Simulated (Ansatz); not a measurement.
## How methods differ on P4 (SMILES P12P3P1P23)

P4: 4 atoms, total charge 0, spin state singlet. SMILES: `P12P3P1P23`. The coordinates come from a PBE0-D4/def2-TZVP relaxation. The run starts from this shape.

Quantity: the adiabatic ionisation energy (to the doublet cation, no zero-point term), in eV. The values are calculated.

| level | kind | program | value (eV) | CPU time (all runs) |
| --- | --- | --- | --- | --- |
| HF/STO-3G | Hartree–Fock | Ansatz | 5.34 | 21 s |
| HF/3-21G | Hartree–Fock | Ansatz | 8.20 | 59 s |
| HF/6-31G* (Cartesian functions) | Hartree–Fock | Ansatz | 8.53 | 50 s |
| PBE/def2-SVP | GGA | Ansatz | 9.15 | 82 s |
| B3LYP/6-31G* (Cartesian functions) | global hybrid | Ansatz | 9.11 | 1.7 min |
| MP2/6-31G* (Cartesian functions) | perturbation theory | Ansatz | 8.97 | 88 s |

The values span 5.34 to 9.15 eV. Spin contamination of the reference (⟨S²⟩ at least 0.1 too high) touches HF/3-21G. Without the sets that lack polarisation functions the rows with a basis span only 8.53 to 9.15 eV. CPU times are rough (shared hosts, several kinds of processor): they show what a rung costs within a factor of a few.

Ionisation of P4 removes an electron from a degenerate, cage-bonding orbital of the tetrahedron, so the cation should undergo a Jahn–Teller distortion, and the adiabatic value includes that relaxation. The outlier is HF/STO-3G at 5.34 eV, against 8.53 eV for Hartree–Fock in 6-31G*. A minimal basis gives the valence shell no radial flexibility and lacks the d functions that help describe the bent bonds of the strained cage. This probably leaves the neutral molecule underbound relative to the cation.

In the same 6-31G* basis, MP2 raises the Hartree–Fock result to 8.97 eV. This is the expected direction, because the neutral molecule has one more electron pair and so loses more correlation energy on ionisation. B3LYP, at 9.11 eV, shifts the same way. Its closeness to PBE does not isolate the effect of exact exchange, since the basis changes along with the functional. The energies alone also do not establish whether all levels reach the same distorted cation structure.
